**Electron attachment to Cl₂ across functionals and basis sets**

The table holds the vertical electron affinity, the adiabatic value without zero point, the vertical value at the anion structure and the parent LUMO energy of Cl₂ from PySCF density-functional calculations at ten levels, all on PBE0-D3(BJ)/ma-def2-SVP structures. The program fits nothing: it splits the energies into anion relaxation, neutral stretch and reorganisation, and compares five PBE0 bases and five functionals in ma-def2-TZVP. The bases span 0.66 eV in the adiabatic value against 0.17 eV for the functionals, while the reorganisation energy spans 0.04 eV among the diffuse bases and 0.53 eV among the functionals. A rough parabola estimate, with its curvature taken from one row, indicates that the shared neutral structure shifts the vertical affinity by tenths of an eV and the neutral's energy by hundredths. The output also lists the excess of minus the LUMO energy over the vertical affinity and rough cubic cost ratios of the bases.

PySCF 2.14.0, DFT electron attachment to gas-phase Cl₂ (neutral singlet to anion doublet), non-relativistic, at the levels listed. Affinities are differences of total energies, positive where the electron is bound. All rows use neutral and anion structures optimised with PBE0-D3(BJ)/ma-def2-SVP.

## Numerical check

```python
# Table: electron attachment energies of Cl2 (vertical, adiabatic without zero point, vertical at the anion
# structure) and parent LUMO, PySCF DFT, ten functional/basis levels on PBE0-D3(BJ)/ma-def2-SVP structures.
# Tested: basis steps against functional steps, relaxation parts, LUMO against affinity, geometry sensitivity.
T = {
    'system': ['PBE0-D3(BJ)/def2-TZVPP', 'M06/ma-def2-TZVP', 'B97-2/ma-def2-TZVP', 'BHandHLYP/ma-def2-TZVP', 'TPSSh-D3(BJ)/ma-def2-TZVP', 'PBE0-D3(BJ)/aug-cc-pVQZ', 'PBE0-D3(BJ)/6-311++G(2d,2p)', 'PBE0-D3(BJ)/6-31+G(d)', 'PBE0-D3(BJ)/ma-def2-SVP', 'LDA/ma-def2-TZVP'],
    'integration_grid_level': ['2', '3', '2', '2', '3', '2', '2', '2', '2', '2'],
    'vertical_electron_affinity': [0.86, 1.02, 1.06, 1.1, 1.12, 1.17, 1.22, 1.28, 1.28, 1.3],  # eV
    'adiabatic_without_zero_point': [2.38, 2.49, 2.54, 2.64, 2.62, 2.57, 2.72, 2.94, 3.04, 2.47],  # eV
    'vertical_at_product_structure': [4.3, 4.34, 4.37, 4.63, 4.33, 4.47, 4.54, 4.56, 4.57, 4.3],  # eV
    'parent_lumo_energy': [-3.4, -3.43, -3.61, -2.36, -4.05, -3.49, -3.59, -3.68, -3.75, -4.79],  # eV
}
import numpy as np
from scipy import constants as C
from scipy.stats import spearmanr
S = T['system']
V, A, D, L = (np.array(T[k], float) for k in ('vertical_electron_affinity', 'adiabatic_without_zero_point',
              'vertical_at_product_structure', 'parent_lumo_energy'))
xc = [s.split('/')[0].replace('-D3(BJ)', '') for s in S]
bs = [s.split('/')[1] for s in S]
ra, rn, lam, gap = A - V, D - A, D - V, -L - V
# typed from further outputs of the same runs: bond lengths (A), vertical ionisation (eV),
# cost of compressing the neutral to the cation bond length (eV), zero-point and free-energy additions (eV)
Rn, Ra, Rc, zpe, dG = 2.029, 2.659, 1.923, 0.018, 0.057
IP = {'def2-TZVPP': 11.5267, 'aug-cc-pVQZ': 11.5315, '6-311++G(2d,2p)': 11.576, '6-31+G(d)': 11.6835, 'ma-def2-SVP': 11.7578}
cmpr = {'def2-TZVPP': 0.0188, 'aug-cc-pVQZ': 0.0273, '6-311++G(2d,2p)': 0.0704, '6-31+G(d)': 0.0883, 'ma-def2-SVP': 0.1174}
# recalled definitions: exact exchange in percent; contracted s,p,d,f,g shells on one Cl
hf = {'LDA': 0, 'TPSSh': 10, 'B97-2': 21, 'M06': 27, 'BHandHLYP': 50}
sh = {'ma-def2-SVP': (5, 4, 1), '6-31+G(d)': (5, 4, 1), '6-311++G(2d,2p)': (7, 6, 2), 'ma-def2-TZVP': (6, 6, 2, 1),
      'def2-TZVPP': (5, 5, 3, 1), 'aug-cc-pVQZ': (7, 6, 4, 3, 2)}
P = [i for i in range(len(S)) if xc[i] == 'PBE0']
F = sorted((i for i in range(len(S)) if bs[i] == 'ma-def2-TZVP'), key=lambda i: hf[xc[i]])
q, t, s0 = bs.index('aug-cc-pVQZ'), bs.index('def2-TZVPP'), bs.index('ma-def2-SVP')
Pd = [i for i in P if i != t]
print('Energies in eV; V vertical, A adiabatic, D vertical at anion structure')
print('Table rounded to 0.01: a difference is good to 0.01, a difference of differences to 0.02')
print('level: anion relaxation A-V, neutral stretch D-A, reorganisation D-V, -LUMO minus V')
for i in P + F:
    print(f'  {xc[i]}/{bs[i]}: {ra[i]:.2f} {rn[i]:.2f} {lam[i]:.2f} {gap[i]:.2f}')
print('PBE0 minus aug-cc-pVQZ: V, A, D, A-V, D-A, D-V, -LUMO, vertical ionisation')
for i in P:
    if i != q:
        d = [x[i] - x[q] for x in (V, A, D, ra, rn, lam, -L)] + [IP[bs[i]] - IP[bs[q]]]
        print(f'  {bs[i]}: ' + ' '.join(f'{x:+.2f}' for x in d))
print('Spread (max - min): V, A, D, A-V, D-A, D-V, LUMO')
groups = (('five PBE0 bases', P), ('four diffuse PBE0 bases', Pd), ('five functionals', F),
          ('four hybrids', F[1:]), ('functionals without BHandHLYP', F[:-1]))
for n, g in groups:
    print(f'  {n}: ' + ' '.join(f'{np.ptp(x[g]):.2f}' for x in (V, A, D, ra, rn, lam, L)))
print('Exact exchange % and -LUMO minus V: ' + ', '.join(f'{hf[xc[i]]}: {gap[i]:.2f}' for i in F))
print(f'Rank correlation of -LUMO with V, five functionals {spearmanr(-L[F], V[F])[0]:.2f},'
      f' without BHandHLYP {spearmanr(-L[F[:-1]], V[F[:-1]])[0]:.2f}')
print(f'LUMO spread over V spread, five functionals: {np.ptp(L[F]) / np.ptp(V[F]):.1f}')
b = xc.index('B97-2')
for i in (F[0], F[-1]):
    print(f'{xc[i]} minus B97-2: V {V[i]-V[b]:+.2f}, A {A[i]-A[b]:+.2f}, D {D[i]-D[b]:+.2f},'
          f' A-V {ra[i]-ra[b]:+.2f}, D-A {rn[i]-rn[b]:+.2f}')
kh = cmpr[bs[s0]] / (Rn - Rc) ** 2
print(f'Rough geometry estimate: bond lengthens {Ra-Rn:.3f} A; half curvature of neutral {kh:.0f} eV/A^2')
print('basis: mean slope of affinity (eV/A), shift of neutral minimum (A), change of V, of neutral energy')
for i in P:
    if i != s0:
        dR = (Rn + Rc) / 2 + cmpr[bs[i]] / (2 * kh * (Rn - Rc)) - Rn
        print(f'  {bs[i]}: {lam[i]/(Ra-Rn):.1f} {dR:+.2f} {lam[i]/(Ra-Rn)*dR:+.1f} {-kh*dR**2:+.2f}')
N = {k: 2 * sum(n * (2 * l + 1) for l, n in enumerate(v)) for k, v in sh.items()}
print('Basis functions for Cl2 (recalled shells) and rough N^3 cost relative to ma-def2-SVP:')
print('  ' + ', '.join(f'{k} {n} ({(n / N[bs[s0]]) ** 3:.0f})' for k, n in N.items()))
kc, kt = C.calorie * 1e3 / C.N_A / C.e, C.k * 298.15 * np.log(10) / C.e
print(f'Yardsticks: 1 kcal/mol = {kc:.3f}, kT ln10 at 298.15 K = {kt:.3f}; zero point adds {zpe}, free energy {dG}')
print(f'Spread of A in kcal/mol: bases {np.ptp(A[P])/kc:.0f}, functionals {np.ptp(A[F])/kc:.0f};'
      f' in units of kT ln10: {np.ptp(A[P])/kt:.0f}, {np.ptp(A[F])/kt:.0f}')
assert np.all(V > 0) and np.all(A > V) and np.all(D > A)
assert all(x[t] < x[Pd].min() for x in (V, A, D)) and abs(rn[t] - rn[q]) < 0.05
assert A[s0] - A[q] > 3 * (V[s0] - V[q]) and np.ptp(lam[Pd]) < 0.06
assert np.all(np.diff(gap[F]) < 0) and np.ptp(A[P]) > np.ptp(A[F])
```

Printed output:

```
Energies in eV; V vertical, A adiabatic, D vertical at anion structure
Table rounded to 0.01: a difference is good to 0.01, a difference of differences to 0.02
level: anion relaxation A-V, neutral stretch D-A, reorganisation D-V, -LUMO minus V
  PBE0/def2-TZVPP: 1.52 1.92 3.44 2.54
  PBE0/aug-cc-pVQZ: 1.40 1.90 3.30 2.32
  PBE0/6-311++G(2d,2p): 1.50 1.82 3.32 2.37
  PBE0/6-31+G(d): 1.66 1.62 3.28 2.40
  PBE0/ma-def2-SVP: 1.76 1.53 3.29 2.47
  LDA/ma-def2-TZVP: 1.17 1.83 3.00 3.49
  TPSSh/ma-def2-TZVP: 1.50 1.71 3.21 2.93
  B97-2/ma-def2-TZVP: 1.48 1.83 3.31 2.55
  M06/ma-def2-TZVP: 1.47 1.85 3.32 2.41
  BHandHLYP/ma-def2-TZVP: 1.54 1.99 3.53 1.26
PBE0 minus aug-cc-pVQZ: V, A, D, A-V, D-A, D-V, -LUMO, vertical ionisation
  def2-TZVPP: -0.31 -0.19 -0.17 +0.12 +0.02 +0.14 -0.09 -0.00
  6-311++G(2d,2p): +0.05 +0.15 +0.07 +0.10 -0.08 +0.02 +0.10 +0.04
  6-31+G(d): +0.11 +0.37 +0.09 +0.26 -0.28 -0.02 +0.19 +0.15
  ma-def2-SVP: +0.11 +0.47 +0.10 +0.36 -0.37 -0.01 +0.26 +0.23
Spread (max - min): V, A, D, A-V, D-A, D-V, LUMO
  five PBE0 bases: 0.42 0.66 0.27 0.36 0.39 0.16 0.35
  four diffuse PBE0 bases: 0.11 0.47 0.10 0.36 0.37 0.04 0.26
  five functionals: 0.28 0.17 0.33 0.37 0.28 0.53 2.43
  four hybrids: 0.10 0.15 0.30 0.07 0.28 0.32 1.69
  functionals without BHandHLYP: 0.28 0.15 0.07 0.33 0.14 0.32 1.36
Exact exchange % and -LUMO minus V: 0: 3.49, 10: 2.93, 21: 2.55, 27: 2.41, 50: 1.26
Rank correlation of -LUMO with V, five functionals 0.70, without BHandHLYP 1.00
LUMO spread over V spread, five functionals: 8.7
LDA minus B97-2: V +0.24, A -0.07, D -0.07, A-V -0.31, D-A -0.00
BHandHLYP minus B97-2: V +0.04, A +0.10, D +0.26, A-V +0.06, D-A +0.16
Rough geometry estimate: bond lengthens 0.630 A; half curvature of neutral 10 eV/A^2
basis: mean slope of affinity (eV/A), shift of neutral minimum (A), change of V, of neutral energy
  def2-TZVPP: 5.5 -0.04 -0.2 -0.02
  aug-cc-pVQZ: 5.2 -0.04 -0.2 -0.02
  6-311++G(2d,2p): 5.3 -0.02 -0.1 -0.00
  6-31+G(d): 5.2 -0.01 -0.1 -0.00
Basis functions for Cl2 (recalled shells) and rough N^3 cost relative to ma-def2-SVP:
  ma-def2-SVP 44 (1), 6-31+G(d) 44 (1), 6-311++G(2d,2p) 70 (4), ma-def2-TZVP 82 (6), def2-TZVPP 84 (7), aug-cc-pVQZ 168 (56)
Yardsticks: 1 kcal/mol = 0.043, kT ln10 at 298.15 K = 0.059; zero point adds 0.018, free energy 0.057
Spread of A in kcal/mol: bases 15, functionals 4; in units of kT ln10: 11, 3
```
